Why the contact density converges as 1/(L+1): an exactly solvable pair and the two-electron Darwin term of Be

1. The quantity

Some properties depend only on the probability that two particles sit at the same point. Examples are the two-photon annihilation rate of a positron and the two-electron Darwin term among the relativistic corrections to an atomic energy. Both are proportional to the mean of δ(r12), the three-dimensional delta function of the separation r1 − r2. This contact density D is much harder to converge in an orbital basis than the energy.

Hartree atomic units are used: ħ = mₑ = e = 4πε₀ = 1, lengths in bohr, energies in Eh, with 1 Eh = 27.211 eV and 1 μEh = 0.0272 meV. The spatial function Ψ is real and normalised to one over both coordinates. For a state of zero total orbital angular momentum it depends on r1, r2 and the distance r12, and Ψ(r,r,0) is its value at contact. Then

D = ⟨δ(r12)⟩ = 4π ∫ Ψ(r,r,0)² r² dr.   (1)

Orbitals with angular momentum l ≤ L can represent only the first terms of the partial-wave expansion in the angle θ between r1 and r2,

Ψ = Σ_l ψ_l(r1,r2) P_l(cos θ),   Ψ_L = the terms l = 0 … L.   (2)

D_L denotes Eq. (1) evaluated with Ψ_L, and λ = l + 1/2.

2. The model

Take two particles of unit mass in a spherical parabolic well of frequency ω = 1/2, with charge product q = +1 (repulsion) or q = −1 (attraction):

H = −½∇1² − ½∇2² + (r1² + r2²)/8 + q/r12.

For q = +1 this is Hooke's atom, the idealised two-electron quantum dot. With the typical GaAs inputs m* = 0.067 and ε = 12.9 the effective units are about 10 nm and 11 meV, and ω = 1/2 means ħω ≈ 5.5 meV. Gate-defined dots are flat rather than spherical, so this mapping only sets the scale.

With the centre of mass R = (r1 + r2)/2 and u = r12, one has r1² + r2² = 2R² + u²/2, and H separates. The centre-of-mass part −¼∇² + R²/4 has the ground state exp(−R²/2) with energy 3/4. For the relative part h = −∇² + u²/16 + q/u try f = (1 + γu) exp(−u²/8). Differentiation gives

h f = [ (q − 2γ)/u + (3/4 + qγ) + (5/4) γu ] exp(−u²/8).

The 1/u term must vanish, so γ = q/2. This is the cusp condition of Kato (1957); for a general pair γ is the reduced mass times the charge product. What remains is proportional to f if 3/4 + qγ = 5/4, which holds for q = ±1. Hence

Ψ = N (1 + γ r12) exp(−(r1² + r2²)/4),   γ = ±1/2,   (3)

is an exact eigenfunction with energy 2. For repulsion it is nodeless and is the ground state, a spin singlet for two electrons. For attraction it has one node, at r12 = 2, and is the first excited s state of the relative motion. Gaussian integrals give N⁻² = 4π^(5/2) (5√π ± 8), and Eq. (1) yields

D = 1/[4π(5√π ± 8)],

that is 4.719 × 10⁻³ bohr⁻³ for repulsion and 92.29 × 10⁻³ bohr⁻³ for attraction.

3. Partial waves in closed form

The Gaussian does not depend on θ, so only r12 needs expanding. Let r> be the larger radius and x = r</r>. Multiply the generating function 1/r12 = Σ x^l P_l / r> by r12² = r>² (1 + x² − 2x cos θ) and use (2l+1) cos θ P_l = (l+1) P_(l+1) + l P_(l−1). Collecting P_l gives

r12 = Σ_l c_l P_l(cos θ),   c_l = r> x^l [ x²/(2l+3) − 1/(2l−1) ].   (4)

At contact x = 1 and P_l(1) = 1, so c_l = r [1/(2l+3) − 1/(2l−1)] = −r/(λ² − 1). The partial sum telescopes:

Σ_(l=0…L) c_l = r t_L,   t_L = 1/(2L+1) + 1/(2L+3) = (L+1)/[(L+1)² − 1/4].   (5)

The full sum is zero, as r12 must be at contact, but the truncated sum is not. The truncated function therefore obeys Ψ_L(r,r,0) = Ψ(r,r,0) (1 + γ r t_L). A basis limited to l ≤ L resolves angles only down to about 1/(L+1), and it reports at contact the value that the exact function has at a separation of about r/(L+1). Inserting this in Eq. (1),

D_L/D = 1 + 2γ ⟨r⟩ t_L + γ² ⟨r²⟩ t_L²,   (6)

where the averages use the weight Ψ(r,r,0)² r². Eq. (6) is exact for any function N φ(r1) φ(r2) (1 + γ r12) with a spherical φ. For Eq. (3) the weight is exp(−r²) r², so ⟨r⟩ = 2/√π = 1.128 and ⟨r²⟩ = 3/2, and D_L/D = 1 ± 2t_L/√π + 3t_L²/8.

L     t_L      repulsive: exact, leading      attractive: exact, leading
1     0.5333   1.708   1.564                  0.505   0.436
2     0.3429   1.431   1.376                  0.657   0.624
4     0.2020   1.243   1.226                  0.787   0.774
6     0.1436   1.170   1.161                  0.846   0.839
10    0.0911   1.106   1.103                  0.900   0.897

The entries are D_L/D, and "leading" means 1 ± ⟨r⟩/(L+1). Even at L = 10 the contact density is wrong by a tenth.

Ψ_L has not been renormalised. Doing so divides D_L by 1 − w_L, where w_L is the weight of the discarded waves. The angular integral of P_l² over both directions is 16π²/(2l+1). For large l, Eq. (4) with x = exp(−s/λ) gives c_l ≈ −r λ⁻² (1 + s) exp(−s), and ∫ (1 + s)² exp(−2s) ds = 5/4 over s from 0 to ∞. Counting both orderings of the radii, the weight of wave l tends to 5π² λ⁻⁶ ∫ Ψ(r,r,0)² r⁷ dr for γ² = 1/4. Summing, w_L ≈ 0.025/(L+1)⁵ in the repulsive model, four powers of L faster than the effect in the table. Direct integration gives w_0 = 0.024 and w_1 = 7 × 10⁻⁴. In the attractive state N² is 19.6 times larger and w_1 = 0.013.

4. Comparison with the general statement

Near contact any two-particle S state that is nonzero there behaves as Ψ(r,r,0)(1 + γ r12 + …). Terms that are smooth in the coordinates have rapidly decaying partial waves, and a term in r12³ contributes only at order λ⁻⁴ at contact. So the high waves are fixed by the cusp, ψ_l(r,r) → −γ r Ψ(r,r,0)/λ². The increment of Eq. (1) is 4π ∫ (2Ψ_(l−1) ψ_l + ψ_l²) r² dr at contact, and Ψ_(l−1) tends to Ψ, so

D_l − D_(l−1) → −8πγ λ⁻² ∫ Ψ(r,r,0)² r³ dr.   (7)

For two electrons γ = 1/2, and the increment is −C/λ² with

C = 4π ∫ Ψ(r,r,0)² r³ dr = D ⟨r⟩.

The sum of λ⁻² over l > L is 1/(L+1) up to terms in (L+1)⁻³, so

D_L − D → + C/(L+1).   (8)

The truncated basis overestimates the contact density of two electrons, because it cannot reach the bottom of the Coulomb hole. For an electron and a positron the reduced mass is again 1/2 but the charge product is −1, so γ = −1/2: the increments are +C/λ² and D_L lies below D by C/(L+1), because the tip of the peak is cut off. The radiative rate of an electron-hole pair is a related but different quantity. Recombination leads to the single crystal ground state and the photon wavelength far exceeds the pair, so the rate is proportional not to D but to M², with the coherent amplitude M = 4π ∫ Ψ(r,r,0) r² dr. Here γ is minus the inverse exciton Bohr radius, and the truncated function gives M_L²/M² → 1 + 2γ ⟨r⟩_M/(L+1), where the average uses the weight Ψ(r,r,0) r². The sign and the 1/(L+1) rate are those of the contact density, so an expansion in one-particle envelope states about the centre of a dot tends to underestimate the radiative rate, but the coefficient is not C/D: for Eq. (3), ⟨r⟩_M = 2√(2/π) = 1.596, whereas ⟨r⟩ = 1.128.

The model reproduces Eq. (7) exactly. From Eq. (5), t_l − t_(l−1) = −1/(λ² − 1), so Eq. (6) gives

(D_l − D_(l−1))/D = −[2γ⟨r⟩ + γ²⟨r²⟩ (t_l + t_(l−1))]/(λ² − 1),

whose limit is Eq. (7). Here C = 5.325 × 10⁻³ bohr⁻³ for repulsion. At l = 10, λ² times the relative increment is −1.211 against the limit −1.128. The gap is mostly the second term, of relative order 1/λ, which adds γ²⟨r²⟩/(L+1)² to D_L/D and is positive for both signs of q, as the table shows.

A configuration-interaction calculation does not truncate the exact function; it re-optimises the waves l ≤ L. A scaling estimate shows that Eq. (8) survives. The missing piece has amplitude of order 1/L within a distance r/L of contact. Multiplied by 1/r12, of order L, it is a source of order one over a region of size 1/L, and inverting the kinetic operator gives a change of order 1/L² at contact. Relaxation alters the (L+1)⁻² term and leaves C alone. The energy is far better off: a weight λ⁻⁶ times a centrifugal energy λ² gives increments λ⁻⁴ and a truncation error (L+1)⁻³.

5. The Darwin term of Be

In the Breit-Pauli Hamiltonian the two-electron Darwin operator is −πα² Σ_(i<j) δ(r_ij), with α the fine-structure constant and πα² = 167.29 × 10⁻⁶. For many electrons Ψ(r,r,0)² is replaced by the spherically averaged on-top pair density, whose integral is ⟨Σ δ(r_ij)⟩; pairs of parallel spin vanish at contact. In Be the compact 1s² pair dominates, so take for it

Ψ = N exp(−Z(r1 + r2)) (1 + r12/2),   Z = 4.

This function has no adjustable parameter: the exponent satisfies the electron-nucleus cusp and 1/2 the electron-electron cusp. It is not an eigenfunction of the atom, but Eq. (6) holds for it exactly. For two 1s orbitals of exponent Z, the mean of r12 is 35/(16Z) and the mean of r12² is 6/Z², so N² = Z⁶/(π² n) with n = 1 + 35/(16Z) + 3/(2Z²) = 105/64. Then

D = Z³/(8π n) = 512/(105π) = 1.552 bohr⁻³,

and the model's Darwin energy is E = −πα² D = −259.7 μEh, or −7.07 meV. The contact weight is exp(−4Zr) r², with ⟨r⟩ = 3/(4Z) and ⟨r²⟩ = 3/(4Z²), so

E_L/E = 1 + 3t_L/(4Z) + 3t_L²/(16Z²).

The general statement gives C = 3D/16 = 0.2910 bohr⁻³ and E_L − E → −48.69 μEh/(L+1). Since the operator is negative, the overestimated density makes the Darwin energy too negative.

L     E_L (μEh)   E_L − E, exact   −48.69/(L+1)
1     −286.5      −26.83           −24.34
2     −276.7      −17.05           −16.23
3     −272.2      −12.56           −12.17
4     −269.6      −9.96            −9.74
5     −267.9      −8.26            −8.11
6     −266.7      −7.05            −6.96

Renormalising Ψ_L would shift these entries by less than 0.04 μEh. With every orbital up to i symmetry (L = 6) and a complete radial basis, 2.7 per cent of the term is still wrong, and the truncation error first drops below 1 μEh at L = 48.

These digits belong to the model. The size of the omitted pairs can be estimated from a closed-shell determinant, whose on-top pair density is (φ1s² + φ2s²)². With a 1s exponent of 4 and an approximate Slater 2s exponent of 0.975, the 2s function being orthogonalised to the 1s, the 1s2s and 2s² pairs add about 5 per cent to D and about 6 per cent to C. Other terms of order α² are not small. The spin-spin contact operator −(8π/3) α² s1·s2 δ(r12) equals +2πα² δ(r12) for a singlet, where s1·s2 = −3/4. It contributes +519.3 μEh in the model and converges at the same rate, so the sum of the two contact terms is +πα² D and its truncation error is +48.69 μEh/(L+1). The one-electron Darwin term, (π/2) α² Z Σ δ(r_i), amounts to 11.8 mEh in the model; it probes the nucleus, not the electron-electron contact.

6. Extrapolation

A known rate can be removed. Assuming E_L = E + A/(L+1), two successive values give E ≈ (L+1) E_L − L E_(L−1). The unrounded values at L = 5 and 6 yield −259.5 μEh, which is 0.17 μEh above the model's limit; the residue comes from the (L+1)⁻² and (L+1)⁻³ terms. The cubic formula suited to correlation energies, (7³ E_6 − 6³ E_5)/(7³ − 6³), yields −264.7 μEh and leaves 5.0 of the original 7.05 μEh in place. The analogous X⁻¹ convergence in correlation-consistent basis sets of cardinal number X was analysed by Halkier, Helgaker, Klopper and Olsen (2000). The alternative is to put r12 into the wavefunction itself, as explicitly correlated methods do: in both models the two functions φφ and r12 φφ already contain all partial waves, and the 1/(L+1) term never arises.